**4f levels, spin gap and radii of gold ions: forecasting Au9+ and Au10+**

The table holds the 4f up and down Kohn-Sham eigenvalues, their gap and the mean 4f radii of Au to Au10+ from spherical all-electron atoms (ld1.x, LDA-VWN5, scalar-relativistic, spin-polarised, high spin imposed). Using Au to Au8+ only, the program continues the spin-mean level with an empirical second difference, 1/d₂ linear in the charge q, and fits the gap and the radius split as m(a + bq), with m unpaired 5d electrons. It also splits the Au4+ to Au5+ shift at the nucleus into a frozen part of 25.48 eV and 7.84 eV returned by contraction, and finds the LDA gap of Au3+ to be 0.52 of a frozen Hartree-Fock exchange count. All ten forecasts fall inside their bars: the levels miss by 0.03 and 0.09 eV, the gaps by at most 0.008 eV and the radii by 2 and 5 × 10⁻⁵ bohr. A constant gap per unpaired electron fails by up to 0.08 eV, and the level form fails at the 6s step and at the half-filled 5d shell, which were not fitted.

All-electron, scalar-relativistic Kohn-Sham calculations with Quantum ESPRESSO 7.5 (ld1.x) for the gold atom and its ions, using spin-polarised LDA (Slater exchange, VWN5 correlation), spherical densities and a point nucleus. Open shells are filled by a high-spin rule, with up as the majority spin. Eigenvalues are negative for bound levels.

## Script

```python
# Table: 4f up/down Kohn-Sham eigenvalues, gap and mean radii of Au to Au10+ (ld1.x, LDA-VWN5, scalar-relativistic,
# spin-polarised spherical atom). Tested: electrostatic shift of the spin-mean level, gap = m(a+bq) from exchange
# with m unpaired 5d electrons, the same form for the radius split; predictions for the withheld rows.
T = {
    'ion': ['Au', 'Au+', 'Au2+', 'Au3+', 'Au4+', 'Au5+', 'Au6+', 'Au7+', 'Au8+', 'Au9+', 'Au10+'],
    'Z': [79, 79, 79, 79, 79, 79, 79, 79, 79, 79, 79],
    'charge': [0, 1, 2, 3, 4, 5, 6, 7, 8, 9, 10],  # e
    'N': [79, 78, 77, 76, 75, 74, 73, 72, 71, 70, 69],
    'configuration': ['[Xe] 4f14 5d10 (6s up)1', '[Xe] 4f14 5d10', '[Xe] 4f14 (5d up)5 (5d down)4', '[Xe] 4f14 (5d up)5 (5d down)3', '[Xe] 4f14 (5d up)5 (5d down)2', '[Xe] 4f14 (5d up)5 (5d down)1', '[Xe] 4f14 (5d up)5', '[Xe] 4f14 (5d up)4', '[Xe] 4f14 (5d up)3', '[Xe] 4f14 (5d up)2', '[Xe] 4f14 (5d up)1'],
    'eigenvalue_4f_up': [-81.561, -90.115, -103.42, -118.35, -134.65, -152.16, -170.73, -190.28, -210.71, -231.96, -253.98],  # eV
    'eigenvalue_4f_down': [-81.546, -90.115, -103.3, -118.08, -134.22, -151.54, -169.9, -189.57, -210.14, -231.56, -253.77],  # eV
    'mean_radius_4f_up': [0.49872, 0.49876, 0.49876, 0.49863, 0.49836, 0.49795, 0.49739, 0.49622, 0.49487, 0.49336, 0.49167],  # bohr
    'mean_radius_4f_down': [0.4987, 0.49876, 0.49839, 0.49785, 0.49712, 0.49619, 0.49505, 0.49426, 0.49334, 0.49229, 0.49111],  # bohr
    'gap': [0.02, 0.0, 0.12, 0.27, 0.43, 0.62, 0.83, 0.71, 0.57, 0.4, 0.22],  # eV
}
HELD = [9, 10]  # rows withheld from the fit
import numpy as np
from scipy.constants import physical_constants as pc
Ha = pc['Hartree energy in eV'][0]
A = lambda k: np.array(T[k], float)
q, up, dn, ru, rd, gap = map(A, ['charge', 'eigenvalue_4f_up', 'eigenvalue_4f_down', 'mean_radius_4f_up', 'mean_radius_4f_down', 'gap'])
m = np.array([1, 0, 1, 2, 3, 4, 5, 4, 3, 2, 1.])   # unpaired electrons (Au: 6s, others 5d)
K = [i for i in range(len(q)) if i not in HELD]; H = sorted(HELD); L = K[-1]
D = [i for i in K if q[i] >= 2]
em, rm, sp = (up+dn)/2, (ru+rd)/2, ru-rd
fit = lambda y, I: np.polyfit(q[I], y[I]/m[I], 1, w=m[I])
print('rounding: levels up to 0.005 eV, second differences up to 0.02 eV, gap 0.005 eV, radii 0.5e-5 bohr')
print('Au to %s: 4f up shifts %.1f eV, radius up %.2f %%, down %.2f %%' % (T['ion'][L], up[L]-up[0], 100*(ru[L]/ru[0]-1), 100*(rd[L]/rd[0]-1)))
print('deepening of spin-mean level per step, eV:', ' '.join('%.2f' % x for x in -np.diff(em[K])))
d2 = lambda y, i: -(y[i+1]-2*y[i]+y[i-1])
C = [i for i in K[1:-1] if q[i] not in (1, 6)]      # q=1 involves 6s, q=6 the switch of spin removed
dv = np.array([d2(em, i) for i in C]); pi_, pl = np.polyfit(q[C], 1/dv, 1), np.polyfit(q[C], dv, 1)
print('1/d2 = %.3f + %.4f q (1/eV); q=1 and q=6 not fitted' % (pi_[1], pi_[0]))
print('d2 table/model, eV:', ' '.join('q%d %.2f/%.2f' % (i, d2(em, i), 1/np.polyval(pi_, i)) for i in K[1:-1]))
# mean 1/r (1/bohr) and 1s up levels (eV): further outputs of the same runs; 1s 2s 2p 3s 3p 3d 4s 4p 4d 5s 4f 5p, up then down
n = np.array([1, 1, 3, 1, 3, 5, 1, 3, 5, 1, 7, 3]*2)
c4 = [95.74886, 22.44712, 19.96725, 8.318267, 7.588559, 7.144155, 3.568286, 3.220562, 2.886356, 1.470992, 2.463109, 1.258206,
      95.74889, 22.44725, 19.96738, 8.318318, 7.588613, 7.144094, 3.568118, 3.220644, 2.887077, 1.476649, 2.466873, 1.262939]
c5 = [95.74882, 22.44714, 19.96724, 8.318378, 7.588673, 7.144332, 3.568516, 3.220794, 2.886636, 1.475537, 2.464192, 1.267739,
      95.74886, 22.44733, 19.96744, 8.318452, 7.588749, 7.144244, 3.568281, 3.220921, 2.887683, 1.483608, 2.469548, 1.27454]
bare = 0.9364385*Ha; r5d = (5*(0.9678248-0.9383434)+0.9667349-0.9364385)*Ha
rc = n@(np.array(c5)-np.array(c4))*Ha; s1 = 80794.54-80776.84; net = bare-r5d-rc
print('Au4+ to Au5+, potential at nucleus: removed 5d %.2f, returned by other 5d %.2f, by closed shells %.2f eV' % (bare, r5d, rc))
print('  net %.2f eV (%.0f %% of bare); 1s up deepens %.2f, 4f up %.2f, 4f down %.2f eV' % (net, 100*net/bare, s1, up[4]-up[5], dn[4]-dn[5]))
pg, ps = fit(gap, D), fit(sp, D); g0 = gap[D]@m[D]/(m[D]@m[D])
print('gap = m(%.4f + %.4f q) eV; constant form %.4f eV per electron' % (pg[1], pg[0], g0))
print('radius split = m(%.1f + %.2f q) 1e-5 bohr' % (ps[1]*1e5, ps[0]*1e5))
print('ion m gap/m(eV) resid.linear resid.constant | split/m resid. (1e-5 bohr)')
for i in D:
    print('%-5s %d %.3f %+.3f %+.3f | %.1f %+.1f' % (T['ion'][i], m[i], gap[i]/m[i], gap[i]-m[i]*np.polyval(pg, q[i]), gap[i]-m[i]*g0, sp[i]/m[i]*1e5, (sp[i]-m[i]*np.polyval(ps, q[i]))*1e5))
print('Au (6s, not fitted): gap %.3f eV, 5d formula would give %.3f eV' % (dn[0]-up[0], pg[1]))
pb = fit(gap, D[:-2])
print('back-test of gap, fit to Au6+: misses', ' '.join('%+.3f' % (gap[i]-m[i]*np.polyval(pb, q[i])) for i in D[-2:]), 'eV')
Kx = 3/35*1.679227+4/105*1.600913+10/231*1.286359   # G1 G3 G5 (5d,4f) of Au3+, same run
print('Au3+ frozen exchange count %.3f eV per electron, LDA gap/m is %.2f of it' % (Kx, gap[3]/2/Kx))
r5 = np.array([1.500334, 1.4387, 1.386766, 1.341682, 1.297554, 1.263815, 1.233181])  # highest 5d radius, same runs
print('gap/m against 5d radius (%.3f to %.3f bohr): exponent %.1f' % (r5[0], r5[-1], np.polyfit(np.log(r5), np.log(gap[D]/m[D]), 1, w=m[D])[0]))
dr = np.mean([d2(rm, i) for i in C])
print('mean-radius second differences, 1e-5 bohr:', ' '.join('q%d %.1f' % (i, d2(rm, i)*1e5) for i in K[2:-1]), '; used %.1f' % (dr*1e5))
def ext(y, f):
    y = list(y[K])
    for i in H: y.append(2*y[-1]-y[-2]-f(i-1))
    return y
e0, e1, e2 = ext(em, lambda x: 1/np.polyval(pi_, x)), ext(em, lambda x: dv[-1]), ext(em, lambda x: np.polyval(pl, x))
r0 = ext(rm, lambda x: dr)
assert K[int(np.argmax(gap[K]))] == 6 and np.all(np.diff(gap[D]/m[D]) > 0)
assert np.all(sp[D] > 0) and np.all(np.diff(np.diff(em[K])) < 0)
assert abs(net/s1-1) < 0.03
bars = [(0.15, 0.02, 4e-5), (0.50, 0.015, 1e-4)]   # fixed beforehand from the spread of forms and the back-test
for i, (be, bg, br) in zip(H, bars):
    g, s = m[i]*np.polyval(pg, q[i]), m[i]*np.polyval(ps, q[i])
    print('%s mean level: main %.2f, constant d2 %.2f, linear d2 %.2f, computed %.2f eV' % (T['ion'][i], e0[i], e1[i], e2[i], em[i]))
    for nm, p, b, v, f in [('4f up, eV', e0[i]-g/2, be, up[i], 2), ('4f down, eV', e0[i]+g/2, be, dn[i], 2), ('gap, eV', g, bg, gap[i], 3),
                           ('radius up, bohr', r0[i]+s/2, br, ru[i], 5), ('radius down, bohr', r0[i]-s/2, br, rd[i], 5)]:
        w = max(f, 3) if b < 0.1 else f
        print('  %-17s predicted %.*f +- %.*f computed %.*f miss %+.*f %s' % (nm, f, p, w, b, f, v, f, v-p, 'inside' if abs(v-p) <= b else 'outside'))
    print('  computed: step %.2f eV, d2 %.2f eV, gap/m %.3f eV (constant form gap %.2f), split/m %.1f 1e-5 bohr' % (em[i-1]-em[i], d2(em, i-1), gap[i]/m[i], m[i]*g0, sp[i]/m[i]*1e5))
```

Running it gives:

```
rounding: levels up to 0.005 eV, second differences up to 0.02 eV, gap 0.005 eV, radii 0.5e-5 bohr
Au to Au8+: 4f up shifts -129.1 eV, radius up -0.77 %, down -1.07 %
deepening of spin-mean level per step, eV: 8.56 13.25 14.86 16.22 17.41 18.47 19.61 20.50
1/d2 = 0.429 + 0.1010 q (1/eV); q=1 and q=6 not fitted
d2 table/model, eV: q1 4.68/1.89 q2 1.61/1.58 q3 1.36/1.37 q4 1.19/1.20 q5 1.05/1.07 q6 1.15/0.97 q7 0.89/0.88
Au4+ to Au5+, potential at nucleus: removed 5d 25.48, returned by other 5d 4.84, by closed shells 3.00 eV
  net 17.64 eV (69 % of bare); 1s up deepens 17.70, 4f up 17.51, 4f down 17.32 eV
gap = m(0.0986 + 0.0113 q) eV; constant form 0.1641 eV per electron
radius split = m(31.8 + 2.45 q) 1e-5 bohr
ion m gap/m(eV) resid.linear resid.constant | split/m resid. (1e-5 bohr)
Au2+  1 0.120 -0.001 -0.044 | 37.0 +0.3
Au3+  2 0.135 +0.005 -0.058 | 39.0 -0.3
Au4+  3 0.143 -0.001 -0.062 | 41.3 -0.8
Au5+  4 0.155 -0.000 -0.036 | 44.0 -0.3
Au6+  5 0.166 -0.002 +0.009 | 46.8 +1.4
Au7+  4 0.177 -0.001 +0.053 | 49.0 +0.1
Au8+  3 0.190 +0.003 +0.078 | 51.0 -1.2
Au (6s, not fitted): gap 0.015 eV, 5d formula would give 0.099 eV
back-test of gap, fit to Au6+: misses +0.003 +0.007 eV
Au3+ frozen exchange count 0.261 eV per electron, LDA gap/m is 0.52 of it
gap/m against 5d radius (1.500 to 1.233 bohr): exponent -2.3
mean-radius second differences, 1e-5 bohr: q2 15.0 q3 16.5 q4 17.0 q5 18.0 q6 13.0 q7 15.5 ; used 16.4
Au9+ mean level: main -231.73, constant d2 -231.81, linear d2 -231.61, computed -231.76 eV
  4f up, eV         predicted -231.93 +- 0.15 computed -231.96 miss -0.03 inside
  4f down, eV       predicted -231.53 +- 0.15 computed -231.56 miss -0.03 inside
  gap, eV           predicted 0.401 +- 0.020 computed 0.400 miss -0.001 inside
  radius up, bohr   predicted 0.49334 +- 0.00004 computed 0.49336 miss +0.00002 inside
  radius down, bohr predicted 0.49227 +- 0.00004 computed 0.49229 miss +0.00002 inside
  computed: step 21.33 eV, d2 0.83 eV, gap/m 0.200 eV (constant form gap 0.33), split/m 53.5 1e-5 bohr
Au10+ mean level: main -253.79, constant d2 -254.09, linear d2 -253.34, computed -253.88 eV
  4f up, eV         predicted -253.89 +- 0.50 computed -253.98 miss -0.09 inside
  4f down, eV       predicted -253.68 +- 0.50 computed -253.77 miss -0.09 inside
  gap, eV           predicted 0.212 +- 0.015 computed 0.220 miss +0.008 inside
  radius up, bohr   predicted 0.49162 +- 0.00010 computed 0.49167 miss +0.00005 inside
  radius down, bohr predicted 0.49106 +- 0.00010 computed 0.49111 miss +0.00005 inside
  computed: step 22.12 eV, d2 0.78 eV, gap/m 0.220 eV (constant form gap 0.16), split/m 56.0 1e-5 bohr
```
